The gap and size of WSe₂ in this ladder depend on what a method simplifies, not on how much processor time it takes. A simplification does little harm when it shifts filled and empty states together, or when it shifts the energy equally at every volume. It does much harm when it favours one kind of state or a larger cell. This is why a crude plane-wave setting keeps the PBE gap while a minimal basis spoils both gap and volume.

Bulk WSe₂ (P6₃/mmc, 6-atom cell) by several methods, without spin polarisation or spin–orbit coupling. Gaps are single points on the cell relaxed with r2SCAN+rVV10; volumes and bulk moduli are each method's own, the moduli at fixed cell shape. Plane-wave PBE uses a 420 eV cutoff and 12×12×2 k mesh (coarse row: 260 eV, 6×6×2); xTB uses a periodic 3×3×1 cluster at Γ.

| name | kind | band gap (eV) | volume per atom (Å³) | bulk modulus (GPa) | atoms computed | rough processor time, order of size (s) |
| --- | --- | --- | --- | --- | --- | --- |
| GFN1-xTB tblite | tight binding | 1.989 | 20.280 | 123.60 | 54 | 4 |
| PBE coarse-settings | low cutoff and mesh | 1.035 | n/a | n/a | 6 | 4 |
| GFN2-xTB tblite | tight binding | 0.920 | 21.005 | 74.10 | 54 | 7 |
| PBE SZV | small basis | 0.849 | 22.964 | 107.80 | 6 | 20 |
| PBE | semilocal | 1.022 | n/a | n/a | 6 | 20 |
| PBE DZVP | small basis | 1.031 | 21.273 | 128.10 | 6 | 40 |
| r2SCAN | semilocal | 1.143 | n/a | n/a | 6 | 40 |
| PM7 | semi-empirical | 5.072 | n/a | n/a | 54 | 200 |

The coarse PBE row shows the harmless kind of error most clearly. Its total energy lies 1.69 eV per cell above that of the full PBE calculation, yet its gap differs by only about 0.01 eV. A low cutoff describes compact orbitals badly, and most of that cost is expected to come from inner shells such as the 3d shell of selenium. The gap is a difference between two outer states, so most of the error drops out.

PBE with the DZVP basis also lands within about 0.01 eV of plane-wave PBE, so these three rows are best read as one result. The SZV basis, with the same functional, falls 0.17 eV below it. SZV gives each valence shell a single radial shape, whereas DZVP adds a second shape and polarisation functions. The orbitals therefore gain the freedom to contract and deform when the atoms form a crystal.

The lower SZV gap is not a uniform narrowing of the bands. With SZV and with plane waves alike, the highest filled state lies at Γ, the centre of the Brillouin zone, but SZV moves the lowest empty state to the corner K from a point between Γ and K. The direct gap at K even grows slightly, by 0.06 eV. The filled states must therefore have shifted against one another.

The size of that shift can be bounded. With SZV, the filled band at K lies 0.71 eV below its top at Γ; with plane waves this depth is at most 0.47 eV, the direct gap at K less the full gap. The minimal basis thus raises the filled state at Γ relative to that at K by at least 0.24 eV. The state at Γ is built largely from orbitals that point out of the layers, and a plausible but untested cause is that the rigid basis misjudges their overlap.

The minimal basis also distorts the volume. All rows were first computed on one shared cell, relaxed with r2SCAN and a dispersion term. There SZV gives an outward pressure of 14.4 GPa, against 3.4 GPa for plane-wave PBE. The likely reason is that orbitals unable to adapt to close neighbours make a compact crystal too costly, so the energy falls as the cell expands.

A spring clamped at the wrong length is a simpler system with the same behaviour: the force on the clamp and the stiffness tell how far it will move when released. For the crystal, let $P$ be the outward pressure at the shared volume $V_\mathrm{c}$, and $B$ the bulk modulus at the method's own equilibrium volume $V$. Compression stiffens most solids, and a usual estimate is that the modulus rises by about four times the applied pressure. Inserting $B+4P$ into the definition of the modulus and integrating from zero pressure to $P$ gives

$$V = V_\mathrm{c}\left(1+\frac{4P}{B}\right)^{1/4}.$$

For SZV, $P=14.4$ GPa and $B=107.8$ GPa make the bracket 1.53, whose fourth root is 1.11. Multiplied by the shared 20.66 Å³ per atom, this predicts about 23.0 Å³, and the table has 22.96 Å³. The factor four is a typical value for solids, not a fit to this row, and a factor of five would give 22.9 Å³, which is also close. The simple linear estimate $V_\mathrm{c}(1+P/B)$ would give 23.4 Å³, so the picture of a spring with constant stiffness holds for small displacements and begins to fail at this one.

The formula also reproduces the volumes of the two xTB methods closely. This shows that pressure, stiffness and volume belong together within each method; it does not explain where the pressure comes from. DZVP offers a more telling comparison, because plane-wave PBE can supply the pressure. The predicted 21.18 Å³ lies close to the computed 21.27 Å³, so most of the DZVP expansion comes from PBE itself and little from the basis.

Stiffness must be compared at equal volume. SZV appears softer than DZVP, at 108 against 128 GPa, but its modulus belongs to a much more expanded crystal. Brought back to the shared volume with the same rule, the estimates become about 165 and 142 GPa, and the order reverses. The minimal basis has not made the crystal intrinsically soft; it has stretched it to where it is softer.

GFN2-xTB is different, since its modulus remains the lowest of the four after this correction. Its modest expansion also conceals a conflict between directions: it pushes outward within the layers by 2.7 GPa and pulls inward across them by 1.6 GPa. A single volume cannot show this distortion. Nor does the modulus measure how easily layers separate, because the cell was compressed at fixed shape.

The direction across the layers also separates PBE from the xTB methods. PBE pushes outward there, while GFN1 and GFN2 pull inward. PBE lacks the long-range dispersion attraction between layers, which both xTB methods include, and the signs fit that difference. They do not isolate it, because bonds inside each layer contribute to the same stress, and xTB, fitted to molecules, can give pressures that are far off in solids. In a cell free to change its shape, PBE would be expected to swell mainly across the layers.

For the gap, the two xTB methods show how much the form and the parameters of a fast method matter. Both use a small basis and the same 54-atom cluster, yet GFN1 gives 1.99 eV and GFN2 gives 0.92 eV. Their parameters were fitted mainly to molecules, where nothing fixes the spacing of bands in a layered crystal. Agreement of one of them with PBE is therefore weak evidence that its bands are right.

The cluster adds a further error, because it samples Γ and K but skips the point where PBE has its lowest empty state. For PBE, such an omission could widen the gap by at most 0.47 eV. GFN1 lies 0.97 eV above PBE, so if its bands had a similar shape, sampling would explain no more than about half of the excess. For GFN2 the omission works the other way in the comparison: its gap is already below PBE's, and a complete sampling could only lower it or leave it unchanged.

Changing the functional from PBE to r2SCAN has a somewhat smaller effect than cutting the basis to SZV, and in the opposite direction. On the same cell, r2SCAN opens the gap by 0.12 eV relative to PBE. Its energy depends on the kinetic-energy density of the orbitals as well as on the electron density, so its potential can act differently on filled and empty states. Such functionals commonly widen the too-narrow gaps of PBE by a modest amount.

PM7 widens the gap far more, to 5.07 eV, about five times the PBE value. Its orbital energies follow the Hartree–Fock pattern, in which an empty orbital feels the repulsion of all the electrons already present. In a real crystal those electrons shift to screen an added charge, which lowers the cost of adding it. Leaving out this response is the expected main cause of the wide gap, and the longest computing time in the table does not make up for it.

A neighbouring series of hybrid functionals would show the same physics in graded form. Mixing a fraction of Hartree–Fock exchange into a semilocal functional usually opens the gap, and a larger fraction opens it further. The fraction acts as a rough stand-in for screening, which is why a moderate share often works better for semiconductors than the full amount. Such a series would vary one physical ingredient, whereas the present ladder changes several at once.

For practical use, the kind of approximation should be matched to the quantity wanted. In this crystal, coarse plane-wave settings suffice for a PBE gap, but the minimal basis is unsafe for gap and volume alike. Closeness to PBE is still not closeness to experiment: spin–orbit coupling, absent here, splits the filled band of such tungsten compounds at K by very roughly half an electronvolt. The highest filled state here lies at Γ, so the gap need not change by that amount, but the change could rival the step from PBE to r2SCAN. The small difference between these two functionals therefore cannot decide which describes the real material better.
